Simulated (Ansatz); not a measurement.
**Ligand exchange: CHBrCl2 + GeH2(CH3)I → CHCl2I + GeH2(CH3)Br**

Species: CHBrCl2 (bromodichloromethane) `ClC(Cl)Br`, singlet; GeH2(CH3)I, singlet; CHCl2I (dichloroiodomethane) `ClC(Cl)I`, singlet; GeH2(CH3)Br, singlet. The partners trade Br for I: C–Br and Ge–I bonds give way to C–I and Ge–Br.

Shapes, held fixed at every level: PBE0-D4/def2-TZVP. Programs: Ansatz 0.2.0. The zero-point and thermal change to 298 K, harmonic and unscaled (PBE0-D4/def2-TZVP), is -0.3 kJ/mol.

```tsv
level	kind	ΔH(298 K) (kJ/mol)	less CCSD(T)/def2-TZVPP	CPU time (sum over the molecules)
SPW92/def2-TZVPP	LDA	-1.8	+5.3	14 s
PBE-D4/def2-TZVPP	GGA	-4.5	+2.6	24 s
BHLYP-D4/def2-TZVPP	global hybrid	-6.1	+1.0	33 s
PBE0-D4/def2-TZVPP	global hybrid	-3.6	+3.5	31 s
wB97X-V/def2-TZVPP	range-separated hybrid	-4.9	+2.2	75 s
CCSD(T)/def2-SVP	coupled cluster or CI	-1.3	+5.8	44 s
CCSD(T)/def2-TZVPP	coupled cluster or CI	-7.1	0.0	12 min
```

The highest level, CCSD(T)/def2-TZVPP, gives ΔH(298 K) = -7.1 kJ/mol; the levels span -7.1 to -1.3. The column of differences is taken from that level and isn't an error. No measured value is set beside it here. For atoms past krypton def2 sets carry core potentials with scalar relativity. Relativity is left out for Br, Ge. Outer-core shells of Br, Ge, I are correlated in most correlated rows, in sets that cover them unevenly. Times are processor times on shared x86 and Arm servers, and rough.

Every level makes the exchange exothermic, but only slightly: bromine prefers germanium and iodine is left on carbon. Replacing iodine by bromine strengthens the bond to either centre, so the enthalpy reflects only the difference between two similar gains. The gain is probably a little larger at germanium, which is more electropositive than carbon and so benefits more from the polar bond to the more electronegative halogen. Relief or build-up of crowding beside the two chlorines on carbon may also contribute on this small scale.

Because the number of carbon–halogen and germanium–halogen bonds is conserved, much of the error in each bond should cancel, which helps even the LDA to give the same sign. The coupled-cluster value nevertheless moves from -1.3 to -7.1 kJ/mol with the larger basis, a shift as wide as the whole spread of levels. The direction is therefore better supported than the magnitude, and closeness to the larger-basis result is a weak ground for ranking the functionals.
